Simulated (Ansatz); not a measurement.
# Ligand exchange: C2H2F3I + BH(CH3)(OH) → C2H3F3O + BH(CH3)I

Species: C2H2F3I (1,1,1-trifluoro-2-iodoethane) `FC(F)(F)CI`, singlet; BH(CH3)(OH), singlet; C2H3F3O (2,2,2-trifluoroethanol) `OCC(F)(F)F`, singlet; BH(CH3)I, singlet. The partners trade I for OH: C–I and B–OH bonds give way to C–OH and B–I.

Shapes, held fixed at every level: PBE0-D4/def2-TZVP. Flexible molecules stand in one conformer, not always the lowest. Programs: Ansatz 0.2.0. The zero-point and thermal change to 298 K, harmonic and unscaled (PBE0-D4/def2-TZVP), is +0.1 kJ/mol.

| level | kind | ΔH(298 K) (kJ/mol) | less CCSD(T)/def2-TZVPP |
| --- | --- | --- | --- |
| HF/def2-SVP | Hartree–Fock | +84.4 | -15.5 |
| HF/def2-TZVPP | Hartree–Fock | +89.9 | -10.0 |
| wB97M-V/def2-TZVPP | range-separated hybrid | +102.1 | +2.2 |
| B2PLYP/def2-TZVPP | double hybrid | +101.4 | +1.5 |
| CCSD(T)/def2-SVP | coupled cluster or CI | +98.6 | -1.3 |
| CCSD/def2-SVP | coupled cluster or CI | +97.5 | -2.4 |
| CCSD(T)/def2-TZVPP | coupled cluster or CI | +99.9 | 0.0 |

The highest level, CCSD(T)/def2-TZVPP, gives ΔH(298 K) = +99.9 kJ/mol; the levels span +84.4 to +102.1. The column of differences is taken from that level and isn't an error. No measured value is set beside it here. For atoms past krypton def2 sets carry core potentials with scalar relativity. Outer-core shells of I are correlated in most correlated rows, in sets that cover them unevenly.

Exchanging iodide for hydroxide between carbon and boron is strongly endothermic at every level, +99.9 kJ/mol at the highest, so enthalpy favours hydroxyl on boron and iodine on carbon. The main reason is probably the B–OH bond: it is short and strongly polar, and an oxygen lone pair donates into the empty boron p orbital. Iodine, larger and less electronegative, offers boron a weaker σ bond and poorer π overlap. The saturated carbon has no comparable acceptor orbital, so gaining a C–O bond repays only part of the loss.

Hartree–Fock gives the right sign but too small an enthalpy relative to coupled cluster, which means that correlation stabilises the reactants more than the products. Triples matter little in the smaller basis. The close agreement between the two CCSD(T) values does not by itself establish basis-set convergence, because the Hartree–Fock part rises more between the same bases and the correlation contribution partly offsets it. The reaction enthalpy sets an approximate lower limit on the forward exchange barrier but does not show how far above that limit the barrier lies.
